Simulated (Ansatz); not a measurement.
## A series in volume scale on CdS

Results calculated with Ansatz 0.2.0, not measured. Free energy against uniform scaling of the volume at fixed shape and fractions; periodic cell, basis, potentials, k mesh and filling as listed.

The cell before it is scaled or strained (space group P6_3mc, No. 186):
```
CdS
1.0
      4.1500     0.0000     0.0000
     -2.0750     3.5940     0.0000
      0.0000     0.0000     6.7370
Cd S
2 2
Direct
  0.33333 0.66667 0.00000
  0.66667 0.33333 0.50000
  0.33333 0.66667 0.37500
  0.66667 0.33333 0.87500
```

Settings of every row: functional PBE; dispersion none; potentials PAW; wave cutoff 420 eV; density cutoff 1680 eV; k mesh 6x6x4; k shift 0x0x0; occupations cold; smearing width 0.05 eV; spin none.

| row | volume scale | V (Å³/atom) | pressure (GPa) | energy above lowest point (meV/atom) |
| --- | --- | --- | --- | --- |
| 1 | 0.9 | 22.609 | 10.38 | 97 |
| 2 | 0.925 | 23.237 | 7.86 | 61.3 |
| 3 | 0.95 | 23.865 | ? | ? |
| 4 | 0.975 | 24.493 | 3.75 | 16.6 |
| 5 | 1 | 25.121 | 2.08 | 5.2 |
| 6 | 1.025 | 25.749 | 0.61 | 0 |
| 7 | 1.05 | 26.377 | -0.67 | 0.2 |
| 8 | 1.075 | 27.005 | -1.78 | 5 |
| 9 | 1.1 | 27.633 | -2.76 | 14 |

Question: what pressure and energy above lowest point should row 3 give?

Worked fit of pressure. Take u = (V_r/V)^(2/3) − 1 with V_r = 25.435 Å³ an atom, which is twice the finite (Eulerian) strain; such expansions in the strain, on which the Birch-Murnaghan equation of state is built, carry the rest volume and the bulk modulus. The shown rows have u = 0.08168, 0.06211, 0.02548, 0.00832, -0.00815, -0.02395, -0.03914, -0.05376. Least squares give pressure = 1.319 + 88.81 × u + 252.6 × u² + 221 × u³ GPa; a parabola predicts inner rows, each left out in turn, worse (root mean square 0.016 against 0.0048 GPa). All shown rows lie on it to the printed digit. The pressure vanishes at u = -0.0155, or V = 26.04 Å³ an atom, and there the bulk modulus at fixed shape and fractions is B = −V dP/dV = (2/3)(1 + u) dP/du = 53.2 GPa. Letting shape and atoms relax would as a rule lower it, by much in layered, chain or molecular crystals. The withheld row has u = 0.04339, so the fit gives 1.319 + 88.81 × (0.04339) + 252.6 × (0.04339)² + 221 × (0.04339)³ = 5.67 GPa.

The calculation gave 5.67 GPa. The fit meets it to the printed digit.

Worked fit of energy above lowest point. Take u = (V_r/V)^(2/3) − 1 with V_r = 25.435 Å³ an atom, which is twice the finite (Eulerian) strain; such expansions in the strain, on which the Birch-Murnaghan equation of state is built, carry the rest volume and the bulk modulus. The shown rows have u = 0.08168, 0.06211, 0.02548, 0.00832, -0.00815, -0.02395, -0.03914, -0.05376. Least squares give energy above lowest point = 1.9 + 314 × u + 10176 × u² + 2840 × u³ meV/atom; a parabola predicts inner rows, each left out in turn, worse (root mean square 0.21 against 0.054 meV/atom). All shown rows lie on it to the printed digit. Its lowest point lies at u = -0.0155, or V = 26.04 Å³ an atom, and the curvature there gives the bulk modulus at fixed shape and fractions, B = (4/9)(1 + u)² E″(u)/V = 53.2 GPa. Letting shape and atoms relax would as a rule lower it, by much in layered, chain or molecular crystals. The withheld row has u = 0.04339, so the fit gives 1.9 + 314 × (0.04339) + 10176 × (0.04339)² + 2840 × (0.04339)³ = 34.9 meV/atom.

The calculation gave 34.9 meV/atom. The fit meets it to the printed digit.
